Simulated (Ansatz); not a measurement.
Al: phonon entropy and phonon heat capacity against temperature

Results calculated with Ansatz 0.2.0, not measured. Harmonic vibrational free energy, entropy and heat capacity at constant volume, per atom, from the force constants of a q mesh, imaginary modes left out; plane waves with PAW datasets, Gamma-centred k mesh.

Structure of every row (space group Fm-3m, No. 225):
```
Al
1.0
      0.0000     1.9791     1.9791
      1.9791     0.0000     1.9791
      1.9791     1.9791     0.0000
Al
1
Direct
  0.00000 0.00000 0.00000
```

Settings of every row: functional LDA; dispersion none; spin none; wave cutoff 420 eV; k mesh 20x20x20; occupations fermi dirac; smearing width 0.15 eV; volume over rest 0.98; phonon method linear response; q mesh 2x2x2.

Limits: coarse q mesh; levels loosely converged; metal sensitive to the k mesh.

```
row  temperature (K)  phonon entropy (kB/atom)  phonon heat capacity (kB/atom)  phonon free energy (meV/atom)
  1              200                         ?                               ?                              ?
  2              300                     3.193                           2.724                            2.5
  3              400                     3.995                           2.839                          -28.6
  4              500                     4.635                           2.895                          -65.9
  5              600                     5.166                           2.927                         -108.2
  6              700                     5.618                           2.946                         -154.7
  7              800                     6.013                           2.958                         -204.8
  8              900                     6.362                           2.967                         -258.2
  9             1000                     6.675                           2.973                         -314.4
```

Question: what phonon entropy and phonon heat capacity should row 1 give?

Worked fit of phonon entropy. Entropy rises as the heat capacity times the change of ln T, so take t = ln(T / 300 K). The shown rows have t = 0, 0.2877, 0.5108, 0.6931, 0.8473, 0.9808, 1.0986, 1.204. Least squares give phonon entropy = 3.1906 + 2.78252 × t + 0.0945 × t² kB/atom; a straight line predicts inner rows, each left out in turn, worse (root mean square 0.012 against 0.003 kB/atom). The rows lie off it by 0.002, -0.004, -0.002, 0.001, 0.002, 0.002, 0.000, -0.003, a smooth pattern that one more power would take up: the form is only approximate. The withheld row has t = -0.4055, so the fit gives 3.1906 + 2.78252 × (-0.4055) + 0.0945 × (-0.4055)² = 2.078 kB/atom.

The calculation gave 2.142 kB/atom. The fit lies 0.064 kB/atom (3 % of the value, 1.4 % of the column's range) below it; its largest miss of a shown row is 0.004 kB/atom. This row lies beyond the range of the fit.

Worked fit of phonon heat capacity. At high temperature a harmonic heat capacity falls short of its limit by a term in 1/T², so take t = (100 K / T)². The shown rows have t = 0.11111, 0.0625, 0.04, 0.02778, 0.02041, 0.01562, 0.01235, 0.01. Least squares give phonon heat capacity = 2.9998 − 2.6882 × t + 1.848 × t² kB/atom; a straight line predicts inner rows, each left out in turn, worse (root mean square 0.002 against 0.00033 kB/atom). All shown rows lie on it to the printed digit. The constant, 2.9998 kB/atom, is to be held against the harmonic limit of 3 k_B an atom. The withheld row has t = 0.25, so the fit gives 2.9998 − 2.6882 × (0.25) + 1.848 × (0.25)² = 2.443 kB/atom.

The calculation gave 2.432 kB/atom. The fit lies 0.011 kB/atom (2 % of the column's range) above it; its largest miss of a shown row is 0.000 kB/atom. This row lies beyond the range of the fit.

The other values of row 1: phonon free energy 25.7 meV/atom.
